## Which exact exchange sets the cost of distorting methylamine?

A fluoride ion and methylamine attract each other by about 20 kcal/mol. Methylamine pays back about a tenth of that, because it must leave its relaxed shape to hold the ion. This cost is the deformation energy. Density functionals disagree about it by several tenths of a kcal/mol, and the disagreement seems to be linked to exact exchange. The question here is whether exchange between nearby or between distant electrons matters.

Fluoride and methylamine at their gas-phase minimum, computed with Ansatz 0.2.0 in def2-TZVPPD at PBE0-D4/def2-TZVP structures, with frozen cores in correlated wave functions. Interaction energies are counterpoise-corrected (negative binds); the reference, -19.67 kcal/mol, is an estimate of CCSD(T) at the basis-set limit. Such a value is as a rule a focal-point estimate: Hartree-Fock and MP2 correlation are extrapolated from triple and quadruple zeta, and the difference between CCSD(T) and MP2 is added from triple zeta alone.

```tsv
method	class	exact exchange, short range (%)	exact exchange, long range (%)	interaction (kcal/mol)	interaction less reference (kcal/mol)	deformation (kcal/mol)
PBE-D4	GGA	0	0	-20.55	-0.88	1.40
revPBE-D4	GGA	0	0	-19.46	0.21	1.35
BLYP-D4	GGA	0	0	-19.16	0.51	1.51
r2SCAN-D4	meta-GGA	0	0	-21.19	-1.52	1.89
B97M-V	meta-GGA	0	0	-19.68	-0.01	2.15
PBE0-D4	global hybrid	25	25	-20.77	-1.10	2.01
B3LYP-D4	global hybrid	20	20	-19.85	-0.18	2.04
HSE06-D4	screened hybrid	25	0	?	?	?
wB97X-V	range-separated	17	100	?	?	?
wB97M-V	range-separated	15	100	?	?	?
B2PLYP	double hybrid	53	53	-18.62	1.05	2.13
HF	Hartree-Fock	100	100	-16.29	3.38	3.17
MP2	wave function	n/a	n/a	-18.46	1.21	2.13
CCSD	wave function	n/a	n/a	-18.17	1.50	2.10
CCSD(T)	wave function	n/a	n/a	-18.63	1.04	1.93
```

### What the known rows say

The three GGAs, which contain no exact exchange, give the lowest deformation energies. Going from PBE to PBE0 raises the value by 0.61 kcal/mol, and going from BLYP to B3LYP raises it by 0.53. Hartree-Fock, with exact exchange only and no correlation, gives the highest value, 3.17.

Exact exchange is not the only way to a higher cost. The two meta-GGAs, r2SCAN and B97M-V, have none of it and still lie well above the GGAs. Nor does the cost simply follow the share: B2PLYP has 53% and gives only 2.13, but it also contains perturbative correlation. A good explanation must therefore rest on something that exchange changes but that other ingredients can change too. The preferred length of a bond is such a quantity.

The interaction errors of the wave-function rows should not be read as errors of the methods alone. CCSD(T) in this basis lies 1.04 kcal/mol from the estimate of its own basis-set limit, and B2PLYP shares some of this basis error. Since the step from MP2 to CCSD(T) in such an estimate as a rule comes from triple zeta alone, the gap mainly reflects the basis error of Hartree-Fock and MP2. Any basis error left in that step would shift the reference, and with it every value in the error column.

### A spring measured from someone else's zero

Fluoride is a single atom and has no shape to change, so the whole deformation energy belongs to methylamine. In the complex the ion sits at an N-H hydrogen and stretches that bond: it is 1.07 Å long, against 1.01 Å for the other N-H bond. Every method is applied to the same PBE0 structures, both for the free molecule and for the complex.

The simpler system is a spring pulled between two fixed marks on a ruler. If the spring's rest length lies beyond the first mark, it is already compressed there, and pulling it to the second mark costs less. Let $k$ be the force constant, $d$ the distance between the marks, and $s$ the amount by which a method's own bond length exceeds that of PBE0. The cost is

$$E=\tfrac12 k(d-s)^2-\tfrac12 ks^2=\tfrac12 kd^2-kds .$$

GGAs tend to make bonds to hydrogen slightly too long, so $s$ is positive and the cost falls. Exact exchange shortens such bonds and brings the cost back. Hartree-Fock makes them too short, which raises its cost; it also tends to make them too stiff, which adds to it. The picture covers one stretched bond; it leaves out changes of angle and differences in stiffness between methods.

The size can be checked with a rough force constant for N-H, $k\approx920$ kcal/mol per square ångström. For PBE0 $s$ is zero, and its deformation energy of 2.01 kcal/mol gives

$$d=\sqrt{2\times2.01/920}\approx0.066\ \text{Å}.$$

This agrees with the structure, where the N-H bond at the ion is about 0.06 Å longer than the other one. The lower cost in PBE then requires

$$s=\frac{0.61}{920\times0.066}\approx0.01\ \text{Å}.$$

That is a typical difference between GGA and hybrid bond lengths. Since $s$ was worked out from the PBE value itself, this shows that the explanation is plausible, not that it is right. For a stretch of this size, a hundredth of an ångström in the preferred bond length changes the cost by about 0.6 kcal/mol; for a smaller stretch the change is smaller in proportion.

### Predictions

In the known rows that have an exchange share, the short-range and long-range shares are equal, so these rows cannot separate the two. HSE06 can: it keeps the 25% of PBE0 at short range and drops it at long range. A bond is a short-range affair, which favours the first of the two possible answers. The error bars below are judgements, in kcal/mol.

- **HSE06, deformation:** like PBE0, 2.01 ± 0.15. If long-range exchange were decisive, the value should resemble PBE, 1.40.
- **wB97X-V and wB97M-V, deformation:** like their relative B97M-V, 2.15 ± 0.30. If long-range exchange were decisive, they should be pulled well up towards Hartree-Fock, though their other ingredients could offset part of the pull.
- **HSE06, interaction:** midway between PBE and PBE0, −20.66 ± 0.30, hence too strong against the estimated coupled-cluster limit.
- **wB97X-V and wB97M-V, interaction:** like B97M-V, −19.68 ± 0.70, hence near that estimated limit.

The withheld rows as computed:

```tsv
method	class	exact exchange, short range (%)	exact exchange, long range (%)	interaction (kcal/mol)	interaction less reference (kcal/mol)	deformation (kcal/mol)
HSE06-D4	screened hybrid	25	0	-20.78	-1.11	2.00
wB97X-V	range-separated	17	100	-19.28	0.39	2.04
wB97M-V	range-separated	15	100	-19.53	0.14	2.11
```

### What the computed values decide

HSE06 gives a deformation energy of 2.00 kcal/mol, practically the PBE0 value and far from that of PBE. Removing the long-range part of exact exchange leaves the cost unchanged, so for this pair of functionals the short-range part is what counts. "Short" is generous here: HSE06 fades out exact exchange over roughly 5 Å, several times the length of an N-H bond. That the effect works through the bond length remains an argument, because no bond was relaxed with each method.

The two wB97 functionals give 2.04 and 2.11, both slightly below the forecast and well inside its range. Full exact exchange at long range does not push them towards Hartree-Fock. They are a less clean test than HSE06, since they differ from B97M-V in other ingredients as well. Their long-range exchange also sets in at shorter distances, so part of it acts within the bond.

The interaction energies also fall within their ranges, but these were easier targets. HSE06 binds by 20.78 kcal/mol, which is again the PBE0 result rather than the midpoint. This fits the structure: the ion is about 1.5 Å from the hydrogen it holds, well within the reach of the short-range exchange. The range was wide enough to include PBE as well, so this hit alone would have decided little.

The largest miss is the interaction in wB97X-V, which is 0.40 kcal/mol weaker than forecast. B97M-V was a better guide to wB97M-V, where the miss is 0.15 in the same direction. A possible reason is that wB97M-V shares the meta-GGA form of B97M-V and wB97X-V does not, but two rows cannot test this.

### Why the small term matters

The energy gained from free, relaxed molecules is the interaction plus the deformation. By interaction alone, PBE0 binds more strongly than PBE. With deformation added, PBE gives −19.15 kcal/mol and PBE0 −18.76, so the order is reversed. Both sums are taken at PBE0 structures, which are not the minima of PBE, and the table does not show how they would change if each method relaxed its own structures.

When binding energies from two sources are compared, the first check is therefore whether deformation is included. The second is whose structures were used. For another molecule that donates a hydrogen bond to a strongly binding anion, the same reasoning should apply if the bond-length picture is right: a functional that prefers a longer bond than the structure supplies would make the stretch look too cheap.
